**Predicting kinetic-energy functional errors of five atoms from large-$Z$ scaling**

The table holds the signed errors, in per cent of the orbital kinetic energy, of four kinetic-energy functionals (tf, yt65, pearson, dk) evaluated on spherical, non-relativistic, spin-polarised PBE densities of neutral atoms from H to Hg. The program writes the Thomas-Fermi deficit and the von Weizsäcker energy as $Z^2(a+bZ^{-1/3})$ over the three-term large-$Z$ kinetic energy, fits them on the six known rows with $Z\ge12$, and predicts Ar, Cr, Kr, Yb and Hg with 95% intervals. All tf, yt65 and pearson values fall inside their intervals, with misses up to 0.16 points, and a plain series in $Z^{-1/3}$ does equally well for tf. The constant forecast for dk fails for Ar and Yb, the von Weizsäcker share of Cr lies outside its interval, and for H and Be, which were not fitted, the von Weizsäcker share and the pearson error are poorly described.

Spherical neutral atoms in spin-polarised, non-relativistic Kohn-Sham PBE with a point nucleus and every spin shell full or empty, computed with radks 1 (radial solver with Libxc). The kinetic-energy functionals, under their Libxc names, are evaluated on the self-consistent PBE density; errors are signed, in per cent of the exact kinetic energy of the Kohn-Sham orbitals.

## Numerical check

```python
# Table: signed errors (%) of four kinetic-energy functionals on PBE densities (radks, spherical,
# non-relativistic, spin-polarised atoms). Tested: core terms ~Z^2(a+b Z^-1/3) over the large-Z kinetic energy.
T = {
    'ion': ['H', 'Be', 'Mg', 'Ar', 'Cr', 'Zn', 'Kr', 'Mo', 'Pd', 'Sb', 'Ba', 'Yb', 'Hg'],
    'Z': [1, 4, 12, 18, 24, 30, 36, 42, 46, 51, 56, 70, 80],
    'configuration': ['(1s up)1', '[He] 2s2', '[Ne] 3s2', '[Ne] 3s2 3p6', '[Ar] (3d up)5 (4s up)1', '[Ar] 3d10 4s2', '[Ar] 3d10 4s2 4p6', '[Kr] (4d up)5 (5s up)1', '[Kr] 4d10', '[Kr] 4d10 5s2 (5p up)3', '[Xe] 6s2', '[Xe] 4f14 6s2', '[Xe] 4f14 5d10 6s2'],
    'kinetic_error_tf': [-8.99, -10.21, -7.923, -7.049, -6.703, -6.351, -5.87, -5.571, -5.425, -5.257, -5.153, -4.891, -4.62],  # %
    'kinetic_error_yt65': [11.01, 8.494, 5.329, 4.639, 3.981, 3.519, 3.398, 3.238, 3.117, 2.999, 2.857, 2.526, 2.46],  # %
    'kinetic_error_pearson': [-2.889, -4.161, -1.994, -1.418, -1.36, -1.288, -1.06, -0.966, -0.9421, -0.9066, -0.9164, -0.9429, -0.8405],  # %
    'kinetic_error_dk': [1.983, -1.34, -0.1158, 0.08818, -0.08215, -0.188, -0.07244, -0.05784, -0.08012, -0.09097, -0.1409, -0.2568, -0.201],  # %
}
HELD = [3, 4, 6, 11, 12]  # rows withheld from the fit
import numpy as np
from scipy.stats import t as tdist
nm = T["ion"]; Z = np.array([float(z) for z in T["Z"]]); x = Z**(-1/3)
tf, yt, pe, dk = [np.array(T["kinetic_error_"+k], float) for k in ("tf", "yt65", "pearson", "dk")]
known = [i for i in range(len(Z)) if i not in HELD]
F = [i for i in known if Z[i] >= 12]   # asymptotic expansion: H and Be are left out of the fits
r = 0.768745/x - 0.5 + 0.2699*x        # T/Z^2; mathematical constants (Thomas-Fermi, Scott, Schwinger)
w = 5*(yt - tf); ge2 = tf + w/9; kept = (pe - tf)/(w/9)
def fit(X, y):
    A = X[F]; c = np.linalg.lstsq(A, y[F], rcond=None)[0]; dof = len(F) - A.shape[1]
    s = np.sqrt(np.sum((y[F] - A@c)**2)/dof)
    h = np.einsum("ij,jk,ik->i", X, np.linalg.inv(A.T@A), X)
    return c, X@c, tdist.ppf(0.975, dof)*s*np.sqrt(1 + h)
one = np.ones_like(Z); X = np.c_[one, x]
cd, d, bd = fit(X, -tf/100*r); ck, k, bk = fit(X, w/100*r)
cl, l, bl = fit(np.c_[one, np.log(Z)], np.log(np.abs(1 - kept)))
cm, pdk, bdk = fit(one[:, None], dk); cs, s2, _ = fit(X, -tf/x)
ptf, btf, pw, bw, loss = -100*d/r, 100*bd/r, 100*k/r, 100*bk/r, np.exp(l)
P = {"tf": (ptf, btf, tf), "yt65": (ptf + pw/5, np.hypot(btf, bw/5), yt),
     "pearson": (ptf + (1-loss)*pw/9, np.sqrt(btf**2 + (bw/9)**2 + (loss*bl*pw/9)**2), pe),
     "dk": (pdk, bdk, dk)}
iH, iS = nm.index("H"), nm.index("Sb")
TH, TS, vwS, g2H, g2S = 0.494812, 6313.03, -58.7159, 2.12082, -0.670306  # further outputs of the same runs
print(f"orbital kinetic energy, run/formula (hartree): Sb {TS:.0f}/{r[iS]*Z[iS]**2:.0f}, H {TH:.3f}/{r[iH]:.3f}")
print(f"Sb vW share run {100+vwS:.2f}%, 5(yt65-tf) {w[iS]:.2f}%; ge2 run/derived H {g2H:.2f}/{ge2[iH]:.2f}, Sb {g2S:.3f}/{ge2[iS]:.3f}")
print("known: |tf|Z^1/3, vW share %, vW/Z^2, ge2 %, kept fraction | computed-model: tf, vW share, yt65, pearson")
for i in known:
    print(f"{nm[i]:2s} {-tf[i]/x[i]:5.2f} {w[i]:6.2f} {w[i]*r[i]/100:.3f} {ge2[i]:+.2f} {kept[i]:.3f} | "
          f"{tf[i]-ptf[i]:+.3f} {w[i]-pw[i]:+.2f} {yt[i]-P['yt65'][0][i]:+.3f} {pe[i]-P['pearson'][0][i]:+.3f}"
          + ("" if i in F else "  (not fitted)"))
print(f"tf deficit/Z^2 = {cd[0]:.4f} {cd[1]:+.4f} Z^-1/3 hartree; vW/Z^2 = {ck[0]:.3f} {ck[1]:+.3f} Z^-1/3 hartree")
print(f"pearson lost fraction = {np.exp(cl[0]):.2f} Z^{cl[1]:.2f}; dk mean {cm[0]:.3f}%, std {np.std(dk[F], ddof=1):.3f}%")
G = [i for i in known if Z[i] >= 30]; ex = np.polyfit(np.log(Z[G]), np.log(-tf[G]), 1)[0]
rms = lambda v: np.sqrt(np.mean(v**2))
print(f"exponent of |tf| in Z, known rows Z>=30: {ex:.3f} (large-Z theory -0.333)")
print(f"tf rms residual, fitted rows: model {rms((tf-ptf)[F]):.3f}, plain series "
      f"-({cs[0]:.1f} Z^-1/3 {cs[1]:+.1f} Z^-2/3) {rms((tf+s2*x)[F]):.3f} points")
print(f"correlation of dk with tf residual, fitted rows: {np.corrcoef(dk[F], (tf-ptf)[F])[0,1]:.2f}")
print(f"energy errors (hartree): tf H {tf[iH]*TH/100:.3f}, Sb {tf[iS]*TS/100:.0f}; dk Sb {dk[iS]*TS/100:.1f}")
print("rounding for Z>=12: 0.0005 points in tf, yt65, pearson (at most); 0.005 in vW share")
print("withheld rows (%): predicted +- 95% bar, computed, miss = computed - predicted")
hits = {}
for key, (p, b, c) in P.items():
    hits[key] = 0
    for i in HELD:
        ok = abs(c[i] - p[i]) <= b[i]; hits[key] += int(ok)
        print(f"{key:7s} {nm[i]:2s} {p[i]:+.3f} +- {b[i]:.3f}  {c[i]:+.3f}  {c[i]-p[i]:+.3f}  {'inside' if ok else 'OUTSIDE'}")
print("inside the bar, of", len(HELD), ":", ", ".join(f"{a} {n}" for a, n in hits.items()))
print("vW share pred+-bar/computed %:", "; ".join(f"{nm[i]} {pw[i]:.2f}+-{bw[i]:.2f}/{w[i]:.2f}" for i in HELD))
print("kept fraction pred/computed:", "; ".join(f"{nm[i]} {1-loss[i]:.3f}/{kept[i]:.3f}" for i in HELD))
print("|tf|Z^1/3 computed:", "; ".join(f"{nm[i]} {-tf[i]/x[i]:.2f}" for i in HELD))
print("tf miss of plain series:", "; ".join(f"{nm[i]} {tf[i]+s2[i]*x[i]:+.3f}" for i in HELD),
      f"| rms model {rms((tf-ptf)[list(HELD)]):.3f}, series {rms((tf+s2*x)[list(HELD)]):.3f}")
assert all(tf[i] < pe[i] < 0 < yt[i] for i in known)
assert np.all(np.diff(w[known]) < 0) and np.all(np.diff(kept[known]) > 0)
assert -0.45 < ex < -0.25
assert np.all(np.abs(dk[F]) < 0.2)
```

It prints:

```
orbital kinetic energy, run/formula (hartree): Sb 6313/6304, H 0.495/0.539
Sb vW share run 41.28%, 5(yt65-tf) 41.28%; ge2 run/derived H 2.12/2.12, Sb -0.670/-0.670
known: |tf|Z^1/3, vW share %, vW/Z^2, ge2 %, kept fraction | computed-model: tf, vW share, yt65, pearson
H   8.99 100.00 0.539 +2.12 0.549 | -0.015 -14.75 -2.964 +16.681  (not fitted)
Be 16.21  93.52 0.833 +0.18 0.582 | -0.235 +2.32 +0.228 +0.909  (not fitted)
Mg 18.14  66.26 0.913 -0.56 0.805 | +0.056 -0.02 +0.051 +0.013
Zn 19.73  49.35 0.975 -0.87 0.923 | -0.150 +0.07 -0.136 -0.114
Mo 19.36  44.04 0.991 -0.68 0.941 | +0.040 -0.02 +0.036 +0.044
Pd 19.44  42.71 0.995 -0.68 0.945 | +0.034 -0.04 +0.026 +0.030
Sb 19.50  41.28 1.000 -0.67 0.948 | +0.033 -0.02 +0.030 +0.026
Ba 19.71  40.05 1.006 -0.70 0.952 | -0.012 +0.03 -0.007 -0.017
tf deficit/Z^2 = 0.1577 -0.1094 Z^-1/3 hartree; vW/Z^2 = 1.142 -0.524 Z^-1/3 hartree
pearson lost fraction = 1.83 Z^-0.91; dk mean -0.112%, std 0.047%
exponent of |tf| in Z, known rows Z>=30: -0.341 (large-Z theory -0.333)
tf rms residual, fitted rows: model 0.070, plain series -(21.8 Z^-1/3 -8.1 Z^-2/3) 0.077 points
correlation of dk with tf residual, fitted rows: 0.86
energy errors (hartree): tf H -0.044, Sb -332; dk Sb -5.7
rounding for Z>=12: 0.0005 points in tf, yt65, pearson (at most); 0.005 in vW share
withheld rows (%): predicted +- 95% bar, computed, miss = computed - predicted
tf      Ar -7.169 +- 0.346  -7.049  +0.120  inside
tf      Cr -6.615 +- 0.289  -6.703  -0.088  inside
tf      Kr -5.876 +- 0.240  -5.870  +0.006  inside
tf      Yb -4.798 +- 0.202  -4.891  -0.093  inside
tf      Hg -4.602 +- 0.197  -4.620  -0.018  inside
yt65    Ar +4.480 +- 0.348  +4.639  +0.159  inside
yt65    Cr +3.993 +- 0.291  +3.981  -0.012  inside
yt65    Kr +3.401 +- 0.242  +3.398  -0.003  inside
yt65    Yb +2.628 +- 0.203  +2.526  -0.102  inside
yt65    Hg +2.497 +- 0.198  +2.460  -0.037  inside
pearson Ar -1.542 +- 0.367  -1.418  +0.124  inside
pearson Cr -1.313 +- 0.300  -1.360  -0.047  inside
pearson Kr -1.079 +- 0.245  -1.060  +0.019  inside
pearson Yb -0.828 +- 0.204  -0.943  -0.115  inside
pearson Hg -0.790 +- 0.198  -0.841  -0.050  inside
dk      Ar -0.112 +- 0.130  +0.088  +0.200  OUTSIDE
dk      Cr -0.112 +- 0.130  -0.082  +0.030  inside
dk      Kr -0.112 +- 0.130  -0.072  +0.040  inside
dk      Yb -0.112 +- 0.130  -0.257  -0.145  OUTSIDE
dk      Hg -0.112 +- 0.130  -0.201  -0.089  inside
inside the bar, of 5 : tf 5, yt65 5, pearson 5, dk 3
vW share pred+-bar/computed %: Ar 58.25+-0.20/58.44; Cr 53.04+-0.16/53.42; Kr 46.39+-0.14/46.34; Yb 37.13+-0.11/37.09; Hg 35.50+-0.11/35.40
kept fraction pred/computed: Ar 0.869/0.867; Cr 0.900/0.900; Kr 0.931/0.934; Yb 0.962/0.958; Hg 0.967/0.961
|tf|Z^1/3 computed: Ar 18.47; Cr 19.33; Kr 19.38; Yb 20.16; Hg 19.91
tf miss of plain series: Ar +0.097; Cr -0.112; Kr -0.004; Yb -0.073; Hg +0.008 | rms model 0.079, series 0.074
```
